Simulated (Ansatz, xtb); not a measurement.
**C4H6BrClSi: which of two isomers lies lower**

Structure X: `C=C=C(C)[Si@H](Cl)Br`, a singlet. Structure Y: `ClC1=CCC[Si@@H]1Br`, a singlet. Both are isolated molecules in the gas phase, relaxed with B3LYP-D3(BJ)/def2-SVP; each stands in its lowest conformer found.

Quicker runs give these differences E(Y) − E(X): GFN2-xTB +2.4 kJ/mol; HF/STO-3G −95.9 kJ/mol (at GFN2-xTB geometries); r2SCAN-D4/def2-SVP +19.1 kJ/mol (at GFN2-xTB geometries).

Q: Estimate E(Y) − E(X) at the level CCSD(T)/def2-SVP + ΔMP2/def2-TZVPP.

A: Calculated at CCSD(T)/def2-SVP + ΔMP2/def2-TZVPP: E(Y) − E(X) = +23.5 kJ/mol, so structure X lies lower.

The same difference at several levels:

```tsv
level	geometry	E(Y) − E(X) (kJ/mol)	departure from the last row (kJ/mol)	job, with rough time for the two
GFN2-xTB	GFN2-xTB	+2.4	−21.1	optimisation, 0.21 s
HF/STO-3G	GFN2-xTB	−95.9	−119.4	single point, 0.54 s
r2SCAN-D4/def2-SVP	GFN2-xTB	+19.1	−4.4	single point, 4.5 s
B3LYP-D3(BJ)/def2-SVP	B3LYP-D3(BJ)/def2-SVP	+29.1	+5.6	optimisation, 73 s
HF/def2-SVP	B3LYP-D3(BJ)/def2-SVP	+42.5	+19.0	part of the CCSD(T) run
MP2/def2-SVP	B3LYP-D3(BJ)/def2-SVP	+18.2	−5.3	part of the CCSD(T) run
CCSD(T)/def2-SVP	B3LYP-D3(BJ)/def2-SVP	+23.0	−0.4	single point
CCSD(T)/def2-SVP + ΔMP2/def2-TZVPP	B3LYP-D3(BJ)/def2-SVP	+23.5		single point, 91 s
```

As drawn, Y has 1 C–Cl, 1 C–C, 1 C–Si in place of 1 C=C, 1 Cl–Si. Structure X has no ring, Y a 5-membered ring.

HF/STO-3G puts the two in the other order. The largest departure from CCSD(T)/def2-SVP + ΔMP2/def2-TZVPP is that of HF/STO-3G, 119.4 kJ/mol. The last row adds to CCSD(T) the change of the MP2 difference between the two basis sets, here +0.4 kJ/mol.

With thermal terms from frequencies at re-optimised GFN2-xTB minima (ideal gas, soft modes damped towards free rotors, one conformer each, 298.15 K, 1 atm): the zero-point term adds +8.6 kJ/mol; ΔH is +27.6 and ΔG +37.7 kJ/mol.

The correlated steps freeze 23 core orbitals; the filled d shell of Br is correlated, in a basis made for valence electrons. Codes used: Ansatz 0.2.0, xtb 6.7.1; the last row on 4 threads of Arm Neoverse V2 on a shared host.

The allenylsilane X lies below the cyclic vinyl chloride Y at every level except HF/STO-3G. Closing the ring trades a cumulated π bond for σ bonding, which should favour Y, but it also moves chlorine from silicon to carbon. The strongly polar Si–Cl bond is much stronger than C–Cl, and its loss probably outweighs the gain from removing the allene.

The reversal at HF/STO-3G comes mainly from the minimal basis, since Hartree–Fock in def2-SVP gives +42.5 kJ/mol. Without polarisation functions, STO-3G describes the Si–Cl bond poorly, and it tends to favour σ over π bonding. Correlation acts in Y's favour, lowering the def2-SVP difference to +23.0 kJ/mol with CCSD(T), but does not change the order.

Thermal terms widen the gap: the ring has the larger zero-point energy, and it gives up the methyl rotation and the torsion about the Si–allenyl bond, so entropy also favours X. This thermodynamic preference says nothing about the barrier to interconversion.
